## Worked problem: centroid rate for a hydrogen hop in bcc iron at 200 K

### Statement

Interstitial hydrogen in body-centred cubic iron occupies tetrahedral (T) sites. Each T site has four nearest T neighbours at a distance $d=a/(2\sqrt2)$. Model the motion along one T–T chain by a coordinate $q$, with a T site at $q=0$ and a barrier top at $q^*=d/2$, in the potential

$$V(q)=\frac{V_0}{2}\,(1-\cos Gq),\qquad G=\frac{2\pi}{d}.$$

The inputs are

- temperature $T=200$ K, and $\beta=1/k_BT$;
- lattice constant $a=2.87$ Å, a typical room-temperature value;
- barrier $V_0=90$ meV without zero-point energy, a typical size for the relaxed T–T barrier in electronic-structure calculations;
- mass $m=1.008$ u, the typical atomic mass of hydrogen;
- the cosine shape, a straight path, and two transverse H vibrations whose frequencies are the same at the T site and at the barrier top, all assumed;
- the measured linear expansion coefficient $11.8\times10^{-6}$ K$^{-1}$ at 293 K (compiled value, Kaye and Laby Online, NPL) and the measured Debye temperature 470 K (compiled value, Wikipedia).

(a) Find the classical transition-state rate across one barrier. (b) Find the centroid rate with well and barrier both expanded to second order. (c) Find the centroid free energy of the full cosine variationally, and from it the rate. (d) Test the variational step. (e) Convert the rate to a diffusion coefficient and size the neglected effects.

Intermediate results are carried unrounded and printed rounded.

### The formula and why it holds

The partition function is an integral over closed imaginary-time paths, $q(0)=q(\beta\hbar)$, with weight $e^{-S/\hbar}$ and $S=\int_0^{\beta\hbar}[\tfrac12 m\dot q^2+V(q)]\,d\tau$. Sort the paths by their centroid $\bar q=(\beta\hbar)^{-1}\int_0^{\beta\hbar}q\,d\tau$ and define the centroid density $\rho_c$ and the centroid free energy $F_c$ by

$$\rho_c(q_c)=\oint\mathcal Dq\;\delta(q_c-\bar q)\,e^{-S/\hbar}=\frac{1}{\Lambda}\,e^{-\beta F_c(q_c)},\qquad \Lambda=\sqrt{\frac{2\pi\beta\hbar^2}{m}} .$$

With this normalisation $F_c=0$ for a free particle, and $Z=\int\rho_c\,dq_c$ holds exactly. Write each path as $q(\tau)=q_c+\delta q(\tau)$ with $\int\delta q\,d\tau=0$. The kinetic action does not contain $q_c$, so differentiation acts on the potential term alone:

$$\frac{dF_c}{dq_c}=\left\langle\frac{1}{\beta\hbar}\int_0^{\beta\hbar}V'(q(\tau))\,d\tau\right\rangle_{q_c}=\langle V'(q_c+\delta q(0))\rangle_{q_c}.$$

The average runs over paths with the centroid fixed at $q_c$, and the second form uses invariance under shifts of $\tau$.

The rate formula of Gillan (1987) and of Voth, Chandler and Miller (1989) keeps the form of classical transition-state theory (TST) and puts $F_c$ in the place of $V$:

$$k=\frac{1}{\sqrt{2\pi m\beta}}\;\frac{e^{-\beta F_c(q^*)}}{\int_R e^{-\beta F_c(q)}\,dq}=\frac{k_BT}{h}\,\frac{e^{-\beta F_c(q^*)}}{Z_R}.$$

Here $R$ is the reactant region, $Z_R=\Lambda^{-1}\int_Re^{-\beta F_c}dq$, the prefactor $(2\pi m\beta)^{-1/2}$ is the Maxwell average of the positive part of the velocity, and the two forms agree because $(2\pi m\beta)^{-1/2}/\Lambda=k_BT/h$. The formula is an approximation that rests on three limits.

*Classical limit.* As $\hbar\to0$ the paths shrink to points, $F_c\to V$, and classical TST results.

*Free particle.* With $F_c=0$ the one-way thermal flux is $kZ_R=k_BT/h$, which equals the exact $(2\pi\hbar)^{-1}\int_0^\infty e^{-\beta E}dE$.

*Parabolic barrier.* For $V=V(0)+\tfrac12m\omega^2q^2$ the centroid separates from the Fourier modes of $\delta q$, whose frequencies are $\omega_n=2\pi n/\beta\hbar$. Each pair $\pm n$ gives a Gaussian factor $\omega_n^2/(\omega_n^2+\omega^2)$ relative to the free particle, so with $u=\beta\hbar\omega$

$$e^{-\beta F_c(q)}=e^{-\beta V(q)}\prod_{n=1}^\infty\frac{1}{1+u^2/4\pi^2n^2}=e^{-\beta V(q)}\,\frac{u/2}{\sinh(u/2)} .$$

For a well, the integral over $q$ returns $Z=e^{-\beta V(0)}/[2\sinh(u/2)]$. For a barrier of height $V_0$, $\omega^2\to-\omega^2$ gives $kZ_R=(k_BT/h)\,e^{-\beta V_0}(u/2)/\sin(u/2)$. The exact transmission probability of the parabolic barrier is $P(E)=[1+e^{-2\pi(E-V_0)/\hbar\omega}]^{-1}$, and $(2\pi\hbar)^{-1}\int P\,e^{-\beta E}dE$ is the same expression. Both exist only for $u<2\pi$, that is above the crossover temperature $T_c=\hbar\omega/2\pi k_B$; at $T_c$ the $n=1$ mode loses its restoring force. In several dimensions the exactness holds when the dividing surface is normal to the unstable mode. For anharmonic barriers the formula is not exact, and for strongly asymmetric barriers below $T_c$ it can overestimate the rate by orders of magnitude. The T–T barrier treated here is symmetric.

### Scales

Cooling from 293 K to 200 K shrinks $a$ by at most $11.8\times10^{-6}\ \text{K}^{-1}\times93\ \text{K}=0.11\,\%$, since the coefficient falls on cooling. This is neglected. Then

$$d=1.0147\ \text{Å},\qquad G=6.192\ \text{Å}^{-1},\qquad k_BT=17.23\ \text{meV},$$

$$\frac{\hbar^2}{m}=4.147\ \text{meV Å}^2,\qquad\frac{\hbar^2G^2}{m}=159.0\ \text{meV},\qquad\Lambda=1.230\ \text{Å}.$$

The thermal wavelength exceeds the jump length, so quantum effects are large. Two dimensionless numbers fix the statistics:

$$v=\frac{\beta V_0}{2}=2.611,\qquad\lambda=\frac{\beta\hbar^2G^2}{m}=9.226 .$$

The curvature of the cosine has the same magnitude, $V_0G^2/2=m\omega_0^2$, at the well and at the top. Hence $u_0^2=(\beta\hbar\omega_0)^2=\lambda v=24.09$, $u_0=4.908$, $\hbar\omega_0=84.6$ meV and $T_c=156$ K. The temperature of 200 K lies above the crossover but close to it. The kinematic factors are $(2\pi m\beta)^{-1/2}=512.4$ m s$^{-1}$, which divided by $d$ is $5.050\times10^{12}$ s$^{-1}$, and $k_BT/h=4.167\times10^{12}$ s$^{-1}$. The transverse modes, being unchanged along the path, cancel between numerator and denominator.

### (a) Classical TST

The reactant region is one cell, $-d/2<q<d/2$. The configuration integral is $\int_Re^{-\beta V}dq=d\,e^{-v}I_0(v)$, with $I_0$ the modified Bessel function. Here $I_0(v)=3.584$ and $e^{-v}I_0(v)=0.2633$. With $\beta V_0=5.222$ and $e^{-\beta V_0}=5.396\times10^{-3}$,

$$k_{\rm cl}=5.050\times10^{12}\ \text{s}^{-1}\times\frac{5.396\times10^{-3}}{0.2633}=1.035\times10^{11}\ \text{s}^{-1}.$$

### (b) Quadratic well and barrier

With $u_0/2=2.454$ and $\sin(u_0/2)=0.6346$ the barrier factor is $\kappa_{\rm par}=3.867$, and the harmonic well has $Z_{\rm h}=1/[2\sinh(u_0/2)]=0.08658$. Therefore

$$k_{\rm quad}=4.167\times10^{12}\ \text{s}^{-1}\times\frac{3.867\times5.396\times10^{-3}}{0.08658}=1.00\times10^{12}\ \text{s}^{-1}.$$

This is exact centroid theory for the two parabolas, but the parabolas are trusted only if the paths stay within a small fraction of $d$. Part (c) shows that they do not.

### (c) Variational centroid free energy

At each centroid position replace $V$ by a trial quadratic term $\tfrac12m\Omega^2\delta q^2$, as in the method of Feynman and Kleinert (1986). In the trial system $\delta q$ is Gaussian with variance $\sigma^2$. Put $\theta=Gq_c$, $y=(\beta\hbar\Omega)^2$, which may be negative down to $-4\pi^2$, and $s=G^2\sigma^2$. Summing the mode variances gives

$$s=\sum_{n=1}^\infty\frac{2\lambda}{y+4\pi^2n^2}=\frac{\lambda}{y}\left[\frac u2\coth\frac u2-1\right],\qquad u=\sqrt y .$$

The Gaussian average of the cosine is $\langle\cos(\theta+G\,\delta q)\rangle=e^{-s/2}\cos\theta$. Jensen's inequality $\langle e^{-X}\rangle\ge e^{-\langle X\rangle}$, applied to the difference $X$ between the true and the trial action in units of $\hbar$, gives $F_c\le W$ with

$$\beta W=v\,(1-e^{-s/2}\cos\theta)-\frac12\left[\frac u2\coth\frac u2-1\right]+\ln\frac{\sinh(u/2)}{u/2}.$$

The three terms are the averaged potential, minus the averaged trial potential, plus the trial free energy. The best bound makes $W$ stationary in $y$. The second term is $-ys/2\lambda$, and the derivative of the third term with respect to $y$ is $s/2\lambda$, so $\partial(\beta W)/\partial y=\tfrac12(ds/dy)\,[\,ve^{-s/2}\cos\theta-y/\lambda\,]$. The condition is

$$y=\lambda v\,e^{-s/2}\cos\theta ,$$

which states that $m\Omega^2$ is the averaged curvature $\langle V''\rangle$. Because of the stationarity, only the explicit $\theta$ dependence survives in the total derivative, $dW/dq_c=\tfrac12V_0G\,e^{-s/2}\sin\theta$. This is the centroid-constrained average of $V'$ in the trial ensemble, so the approximation preserves the mean-force relation.

Where $\cos\theta<0$, set $y=-w^2$, and replace $(u/2)\coth(u/2)$ by $(w/2)\cot(w/2)$ and $\sinh(u/2)/(u/2)$ by $\sin(w/2)/(w/2)$. At the barrier top, $\theta=\pi$, the condition reads

$$w^2=\lambda v\,\exp\left\{-\frac{\lambda}{2w^2}\left[1-\frac w2\cot\frac w2\right]\right\}.$$

A trial $w^2=14.0$ returns 14.32 on the right, and $w^2=14.3$ returns 14.25. The root is $w^2=14.26$, $w=3.777$, with $s=1.048$ and $e^{-s/2}=0.5921$. Then

$$\beta W(q^*)=4.157+0.810-0.687=4.280,\qquad W(q^*)=73.77\ \text{meV}.$$

The paths have an rms spread $\sigma=\sqrt s/G=0.165$ Å about the top and sample a softer curvature than the bare one: $w=3.777$ stands further below $2\pi$ than $u_0=4.908$. The same procedure at the other points of an eight-point grid over the cell, with $W(-\theta)=W(\theta)$, gives the table. At $\theta=\pi/2$ the solution is $y=0$, $s=\lambda/12$ and $W=V$.

| $\theta$ | $y$ | $s$ | $V$ (meV) | $W$ (meV) | $\beta W$ | $e^{-\beta W}$ |
|---|---|---|---|---|---|---|
| $0$ | 17.78 | 0.608 | 0 | 12.98 | 0.753 | 0.4709 |
| $\pi/4$ | 12.33 | 0.646 | 13.18 | 22.61 | 1.312 | 0.2693 |
| $\pi/2$ | 0 | 0.769 | 45.00 | 45.00 | 2.611 | 0.0735 |
| $3\pi/4$ | $-10.59$ | 0.951 | 76.82 | 65.77 | 3.816 | 0.0220 |
| $\pi$ | $-14.26$ | 1.048 | 90.00 | 73.77 | 4.280 | 0.0138 |

The well is raised and the top is lowered, and the free-energy barrier $W(q^*)-W(0)$ is 60.8 meV against $V_0=90$ meV. The mean force shows the same softening: at $\theta=\pi/2$ the bare slope $V'$ is 279 meV Å$^{-1}$ and the centroid slope is 190 meV Å$^{-1}$.

For a smooth periodic integrand the trapezoidal rule converges exponentially; applied to the more sharply peaked classical integrand, these eight points reproduce $e^{-v}I_0(v)$ to better than two parts in $10^4$. The cell average counts $\theta=0$ and $\pi$ once and the other three rows twice:

$$\frac1d\int_Re^{-\beta W}dq=\frac{0.4709+0.0138+2\,(0.2693+0.0735+0.0220)}{8}=0.1518 .$$

With $e^{-\beta W(q^*)}=0.01384$,

$$k=5.050\times10^{12}\ \text{s}^{-1}\times\frac{0.01384}{0.1518}=4.60\times10^{11}\ \text{s}^{-1}.$$

The ratio $k/k_{\rm cl}=4.45$ is the product of a barrier factor $\kappa^\ddagger=e^{\beta[V_0-W(q^*)]}=2.56$ and a reactant factor $0.2633/0.1518=1.73$, the latter mostly from zero-point motion in the well. The quadratic estimate of part (b) is larger than $k$ by a factor 2.18. Of this, 1.51 comes from $\kappa_{\rm par}/\kappa^\ddagger$ and 1.45 from the ratio of the reactant partition function $Z_R=(d/\Lambda)\times0.1518=0.1253$ to $Z_{\rm h}$, where $d/\Lambda=0.8252$.

### (d) Tests of the variational step

*Denominator.* For a periodic potential, $\Lambda^{-1}\int_Re^{-\beta F_c}dq$ is the exact partition function per cell, which is the Brillouin-zone average of $\sum_je^{-\beta E_j(K)}$ over the Bloch wavevector $K$. In plane waves $e^{i(K+nG)q}$ the Hamiltonian is tridiagonal, with diagonal elements $\hbar^2(K+nG)^2/2m+V_0/2$ and off-diagonal elements $-V_0/4$. The sum over bands is a smooth periodic function of $K$, and the four points $K=0,\pm G/4,G/2$ fix its average well beyond the printed figures. Diagonalisation gives $Z=0.1256$. The variational value 0.1253 lies below it, as $F_c\le W$ requires, by 0.3 %.

*Numerator.* The next term in the cumulant expansion of $\langle e^{-X}\rangle$ is $\tfrac12\,\mathrm{var}X$. Let $t=\tau/\beta\hbar$ and $s(t)=G^2\langle\delta q(0)\,\delta q(\tau)\rangle$. At the top

$$s(t)=\frac{\lambda}{w^2}\left[1-\frac w2\,\frac{\cos w(t-\tfrac12)}{\sin(w/2)}\right],\qquad s(0)=s .$$

The covariance of $\cos G\,\delta q$ at two times is $e^{-s}[\cosh s(t)-1]$, and subtracting the self-consistent trial term removes the part $s(t)^2/2$. Hence

$$\beta\,\Delta F=-\frac12v^2e^{-s}\int_0^1\left[\cosh s(t)-1-\tfrac12s(t)^2\right]dt .$$

The prefactor $v^2e^{-s}$ is 2.39 and the integral is 0.0061, so $\beta\Delta F=-0.007$. The two corrections act on $k$ in opposite directions and each is under one per cent. Within the model, the centroid rate is $4.6\times10^{11}$ s$^{-1}$ to the two figures given.

### (e) Diffusion coefficient and neglected effects

For uncorrelated hops to four neighbours in a cubic crystal, $D=\tfrac16\cdot4\,k\,d^2=ka^2/12$, with $a^2/12=0.6864$ Å$^2$. This takes the one-dimensional $k$ as the rate to each neighbour. The model gives

$$D_{\rm cl}=7.1\times10^{-10}\ \text{m}^2\text{s}^{-1},\qquad D=3.2\times10^{-9}\ \text{m}^2\text{s}^{-1}.$$

Three neglected effects set how many of these figures mean anything.

*The centroid formula itself.* To order $\hbar^2$, $F_c=V+\beta\hbar^2V''/24m$, so the centroid barrier factor is $1+u_0^2/24$ and knows only the curvature. The exact rate has a further term of the same order. A quartic term $V_4q^4/24$ shifts the levels of an oscillator by $c\,[(n+\tfrac12)^2+\tfrac14]$ with $c=V_4\hbar^2/16m^2\omega^2$. Continuing this to a barrier by $\omega^2\to-\omega^2$ and $n+\tfrac12\to ix$ gives $E-V_0=-\hbar\omega x+c\,(x^2-\tfrac14)$ with $P=(1+e^{2\pi x})^{-1}$. After an integration by parts the barrier factor is the average of $e^{-\beta(E-V_0)}$ over the density $-dP/dx=(\pi/2)\,\mathrm{sech}^2\pi x$, for which $\langle x\rangle=0$ and $\langle x^2\rangle=1/12$. The result is

$$\kappa=1+\frac{u_0^2}{24}+\frac{\beta c}{6}+O(\hbar^4).$$

At the top of the cosine $V_4=V_0G^4/2$ and $m\omega_0^2=V_0G^2/2$, so $\beta c/6=\lambda/96=0.096$. At $u_0=4.908$ the series in $\hbar^2$ converges slowly, and this term serves only as a guide: the centroid formula is expected to fall short of the exact one-barrier flux by an amount of the order of ten per cent.

*Inputs and transverse modes.* If the transverse zero-point energy differs by $\Delta$ between the top and the well, the rate acquires approximately the factor $e^{-\beta\Delta}$. An assumed $|\Delta|=10$ meV, small against transverse quanta that typically exceed 100 meV, changes $k$ by a factor 1.8. This rivals both the barrier factor 2.56 and the reactant factor 1.73. A cosine also forces equal curvatures at well and top, a restriction that the real path need not obey.

*The lattice and the meaning of a rate.* In the rigid cosine the lowest band runs from 33.7 to 39.6 meV, a width of 5.95 meV, while $\hbar k=0.30$ meV. An isolated particle in this potential would move coherently through the band and would have no hop rate. The rate picture requires that phonons and conduction electrons destroy the phase between hops. The Debye energy is $k_B\times470$ K $=40.5$ meV, about half of $\hbar\omega_0$, and the shortest lattice period is $h/k_B\Theta_D=0.102$ ps. The residence time is $1/4k=0.54$ ps, or 5.3 such periods. The iron atoms thus move more slowly than the hydrogen, and they have only a few periods in which to relax around it. A barrier defined with relaxed iron positions then stands in for a collective coordinate of greater effective mass, and both immediate returns and multiple hops can occur. Neither is contained in a TST formula. A calculation for the material would compute the centroid mean force with the iron atoms mobile and add a dynamical recrossing factor.

The model's result is therefore $k\approx5\times10^{11}$ s$^{-1}$ and $D\approx3\times10^{-9}$ m$^2$ s$^{-1}$, uncertain by about a factor of two through its inputs. As typical knowledge, the lattice diffusivity of hydrogen in trap-free bcc iron, extrapolated to 200 K from somewhat higher temperatures, is roughly $2$ to $4\times10^{-9}$ m$^2$ s$^{-1}$; the model's centroid value falls inside that range and its classical value several times below it, though the factor of two forbids a closer reading. The firmer conclusions concern ratios within the model: at $T/T_c=1.28$ the centroid treatment raises the classical rate by a factor 4.4, and a purely quadratic treatment overshoots the centroid rate by a factor 2.2.